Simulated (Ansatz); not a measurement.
# ZrC: energy above lowest point against volume scale

All results are calculated (Ansatz 0.2.0). Free energy against uniform scaling of the volume at fixed shape and fractions; periodic cell, basis, potentials, k mesh and filling as listed.

The cell before it is scaled or strained (space group P6_3/mmc, No. 194):
```
ZrC
1.0
      3.3915     0.0000     0.0000
     -1.6957     2.9371     0.0000
      0.0000     0.0000     5.2901
Zr C
2 2
Direct
  0.33333 0.66667 0.25000
  0.66667 0.33333 0.75000
  0.00000 0.00000 0.00000
  0.00000 0.00000 0.50000
```

Settings of every row: functional PBEsol; dispersion none; potentials PAW; wave cutoff 500 eV; density cutoff 2000 eV; k mesh 8x8x5; k shift 0x0x0; occupations fermi dirac; smearing width 0.15 eV; spin none.

Limits: coarse k mesh, up to 40 meV an atom off; the cell comes from a prototype or a list of computed structures and needn't be the stable phase.

| row | volume scale | V (Å³/atom) | energy above lowest point (meV/atom) |
| --- | --- | --- | --- |
| 1 | 0.94 | 12.383 | 6.2 |
| 2 | 0.96 | 12.647 | 0 |
| 3 | 0.98 | 12.91 | 2 |
| 4 | 1 | 13.174 | 11.3 |
| 5 | 1.02 | 13.437 | 27.2 |
| 6 | 1.04 | 13.701 | ? |
| 7 | 1.06 | 13.964 | 76.2 |

Question: what energy above lowest point should row 6 give?

Worked fit of energy above lowest point. Take u = (V_r/V)^(2/3) − 1 with V_r = 13.042 Å³ an atom, which is twice the finite (Eulerian) strain; such expansions in the strain, on which the Birch-Murnaghan equation of state is built, carry the rest volume and the bulk modulus. The shown rows have u = 0.03517, 0.02071, 0.0068, -0.00669, -0.01969, -0.04452. Least squares give energy above lowest point = 5.79 − 691.9 × u + 19991 × u² meV/atom; a straight line predicts inner rows, each left out in turn, worse (root mean square 13 against 0.037 meV/atom). All shown rows lie on it to the printed digit. Its lowest point lies at u = 0.0173, or V = 12.71 Å³ an atom, and the curvature there gives the bulk modulus at fixed shape and fractions, B = (4/9)(1 + u)² E″(u)/V = 232 GPa. Letting shape and atoms relax would as a rule lower it, by much in layered, chain or molecular crystals. The withheld row has u = -0.03233, so the fit gives 5.79 − 691.9 × (-0.03233) + 19991 × (-0.03233)² = 49.1 meV/atom.

The calculation gave 49 meV/atom. The fit lies 0.1 meV/atom (0.13 % of the column's range) above it, one unit of the last digit.
